Q: I want to estimate the elastic constants of boron arsenide, BAs, on paper, and this is the list I would like to hit. Rows 4 and 5 differ by less than 1 GPa. Does that mean calculation and experiment agree almost perfectly?

Computed values for zinc-blende BAs: GPAW 26.7.0, DFT with the MS2 meta-GGA functional, PAW data sets (gpaw-data 1.2.1), an 800 eV plane-wave cutoff and a 7 × 7 × 7 k-point mesh, without spin polarisation. The cell was relaxed first, then strained by 0.005 with the atoms free to shift; the constants refer to the cubic axes.

```
row  computed constant (GPa)           what it is  measured constant (GPa)                                      label in the paper, method, sample  temperature of the measurement (K)                   source
  1                       75                  C12                      n/a                                                                     n/a                                 n/a                      n/a
  2                      n/a                  n/a                     79.5                 C12; from C11 and literature bulk modulus; bulk crystal                                 n/a  arXiv:1911.11281 (2019)
  3                      n/a                  n/a                      148                 literature experimental value; not stated; bulk crystal                                 n/a  arXiv:1911.11281 (2019)
  4                    148.4  bulk modulus (Hill)                      n/a                                                                     n/a                                 n/a                      n/a
  5                      n/a                  n/a                      149  C44; picosecond ultrasonics with literature bulk modulus; bulk crystal                                 300  arXiv:1911.11281 (2019)
  6                      158                  C44                      n/a                                                                     n/a                                 n/a                      n/a
  7                      n/a                  n/a                      285    C11; surface acoustic waves and picosecond ultrasonics; bulk crystal                                 n/a  arXiv:1911.11281 (2019)
  8                      294                  C11                      n/a                                                                     n/a                                 n/a                      n/a
```

A: Those two rows are different quantities that happen to be about equally large. Row 4 is the computed bulk modulus B, the resistance to uniform compression. Row 5 is the measured C44, the resistance to a shear that tilts the cube edges against each other. Pair the rows by kind instead: 1 with 2, 4 with 3, 6 with 5 and 8 with 7. In the two remaining kinds the crystal is strained along one cube edge with its sides held: C11 is the stress along that edge per unit strain, and C12 the stress across it.

Q: Row 3 is labelled only as a literature value. How can you tell that it is the bulk modulus?

A: In a cubic crystal B is tied to the other two constants, so that C12 can be written as

C12 = (3B − C11)/2

Put in the measured numbers: (3 × 148 − 285)/2 = 79.5, which is exactly row 2. The measured C12 was therefore worked out from B and C11, as its label says. This relation holds for any cubic crystal, whatever its bonds are like. The constant that calls for some physics is C44.

Q: For metal sheet and glass I treat the material as isotropic and set C44 equal to (C11 − C12)/2. Why not here?

A: Because you would come out 31% below C44, in the computed set and in the measured one alike. The reason lies in the bonds. Each atom has four neighbours, and the bonds point along the body diagonals of the cube. Stretch the crystal along one cube edge and squeeze it equally along another, and to first order no bond changes its length; only the angles between bonds change. That is the shear measured by (C11 − C12)/2, and it feels only the resistance to bending.

Q: And the C44 shear is different?

A: It makes two of the four bonds longer and the other two shorter, so bond stretching comes into play, and stretching a covalent bond is harder than bending it. The crystal has a way to ease the strain, though. The boron atoms as a group can shift against the arsenic atoms, which takes away some of the stretching at the cost of more bending. C44 is what remains after this compromise.

Q: Then two springs should be enough, one for stretching and one for bending.

A: That is the Keating model. Call the stretching spring α, the bending spring β and the cube edge a. The model gives

C11 = (α + 3β)/a
C12 = (α − β)/a
C44 = 4αβ/[a(α + β)]

The last line has the form of two springs in series. When springs are in series, the softer one has the larger say, so C44 depends strongly on how well the bonds resist bending.

Q: But I don't know α and β.

A: You don't need them separately. Two constants that you do know, C11 and B, fix both springs, and substituting them leaves a rule for a pocket calculator:

C44 = 3(C11 − B)(9B − C11)/[4(3B + C11)]

The factor C11 − B is proportional to the bending spring and 9B − C11 to the stretching spring. No constant in the rule has been adjusted to a value of C44.

Q: Show me the computed set first.

A: Row 8 gives C11 = 294 GPa and row 4 gives B = 148.4 GPa. The three brackets are then 145.6, 1042 and 739.2 GPa, and

C44 = 3 × 145.6 × 1042/(4 × 739.2) = 153.9 GPa

Row 6 has 158 GPa, so the estimate is 2.6% low.

Q: I'll do the measured set. With C11 = 285 and B = 148 GPa I get

C44 = 3 × 137 × 1047/(4 × 729) = 147.6 GPa

Row 5 says 149 GPa, so I am only 1% low. Is the experiment the better test?

A: It is the less independent one. According to its label, the literature bulk modulus was used in obtaining the measured C44, and you have just used the same bulk modulus in your estimate. The computed set has no such link, because its C44 comes from a shear strain of its own. Take the 2.6% as the fairer mark of what the rule does for this crystal.

Q: Does that mean that the bonds really behave like two springs?

A: Only roughly, and the calculation lets us look inside. It also gives C44 with the atoms held in place, so that boron and arsenic cannot shift against each other: 177 GPa. For that case the springs give (3B + C11)/4, or 185 GPa, which is about 8 GPa too much. Letting the atoms shift lowers C44 by 19 GPa in the calculation and by 31 GPa in the spring model.

Q: So the model starts too high and then comes down too far.

A: Yes, and the two errors largely cancel. The picture is right in kind: the shift of the atoms does soften the crystal, and by an amount that matters. But the model overstates that softening by more than half of its computed size. Use the rule for the final C44, not for the amount by which the shift of the atoms lowers it.

Q: What if I know C11 and the crystal structure, but have no bulk modulus?

A: Then start from the bond length d. Short bonds pack more bonding electrons into each unit of volume, and compression meets more resistance. For III–V semiconductors an empirical scaling, with a rough, recalled prefactor, is

B ≈ 1800/d³·⁵ (B in GPa, d in Å)

The relaxed bond length in the calculation is 2.068 Å, which gives B ≈ 142 GPa. That is 4 to 5% below rows 3 and 4.

Q: How far can I trust that prefactor?

A: To about ten per cent. For purely covalent crystals such as silicon it is nearer 2000, which would give 157 GPa here. Boron and arsenic attract electrons about equally, so BAs is a III–V compound by its place in the periodic table but close to a covalent crystal by its bonding. It is no surprise that the values in the table lie between the two estimates.

Q: So a bond length and C11 would give me the rest. How well does that work over the whole table?

A: Rows 7 and 8, the two values of C11, are inputs and test nothing. The bulk modulus comes out 4 to 5% low, as we saw. C12 is 12 to 13% low. For C44 the estimate is within 1.5% of both values.

Q: Why is C12 so much worse than the bulk modulus it came from?

A: Look at how it is formed. C12 is half the difference between 3B and C11, so an error in B enters one and a half times. It then falls on a quantity only half as large as B. Together these make the relative error about three times as large. If you need C12, get a measured bulk modulus first.

Q: And C44 comes out better from the rough bulk modulus than from the proper one. That looks suspicious.

A: It should. The rule by itself falls slightly short of C44, and a bulk modulus that is too low pushes the estimate up, so one error hides the other. Judge the rule by the 1 to 3% it misses when the right bulk modulus is put in.

Q: Why does a bulk modulus that is too low push C44 up?

A: With C11 held fixed, a lower B means a softer stretching spring but a stiffer bending spring. In a series arrangement the bending spring counts for more, so C44 rises a little. The effect is mild: in the measured set, raising B by 5% lowers the estimate by only about 2%. Raising C11 by 5% lifts it by about 7%, because the bending spring then grows by about 10% while the stretching spring hardly changes. For a good C44, then, spend your effort on C11.

Q: The computed C44 is 6% above the measured one. Can the rule tell me which is right?

A: No, because it inherits the C11 you feed it. It does tell you where the difference sits. The two bulk moduli are almost equal, while C11 − B is 146 GPa in the calculation and 137 GPa in the measured set. In the language of springs, the computed crystal resists compression just as the real one does but is stiffer against bending, and a higher C44 follows from that. Put through the rule, this accounts for about 4 of the 6 percentage points; the rule leaves the rest unexplained.

Q: Is that a fault of the density functional?

A: It may be, but the comparison isn't clean enough to say so. The calculation, with a meta-GGA functional, keeps the atoms at rest, whereas C44 was measured at 300 K. Thermal and zero-point motion usually soften a crystal, which would act in the right direction. How much of the 6% they explain, and how much is measuring error, is untested here.

Q: What range of behaviour can the two springs describe?

A: Two limiting cases help to place a crystal. If bending cost no energy, C11 would fall to B and C44 would vanish: with only four bonds at each atom, all free to hinge, this network cannot resist shear. If bending were as stiff as stretching, C12 would be zero and C11 would equal 3B. BAs lies about midway, with C11 close to 2B and a bending spring about 0.4 times the stretching spring.

Q: Then I should be able to guess what happens in other crystals with the same arrangement of atoms.

A: Try it with diamond on one side and zinc sulfide on the other.

Q: In diamond the bonds are strongly directed, so bending should be relatively stiff. C11 would then be well above 2B, and C44 would be larger than B. In zinc sulfide the bonds are more ionic and care less about angles, so C11 should move down towards B and C44 should fall well below it.

A: Both are right, and the second also shows where to be careful. In an ionic crystal, charges attract and repel over many bond lengths, and two short springs cannot represent that. The direction of the change survives, but the few per cent we found for BAs should not be carried over. For rock salt structures and close-packed metals drop the formula altogether, because it was derived for four bonds along the body diagonals.
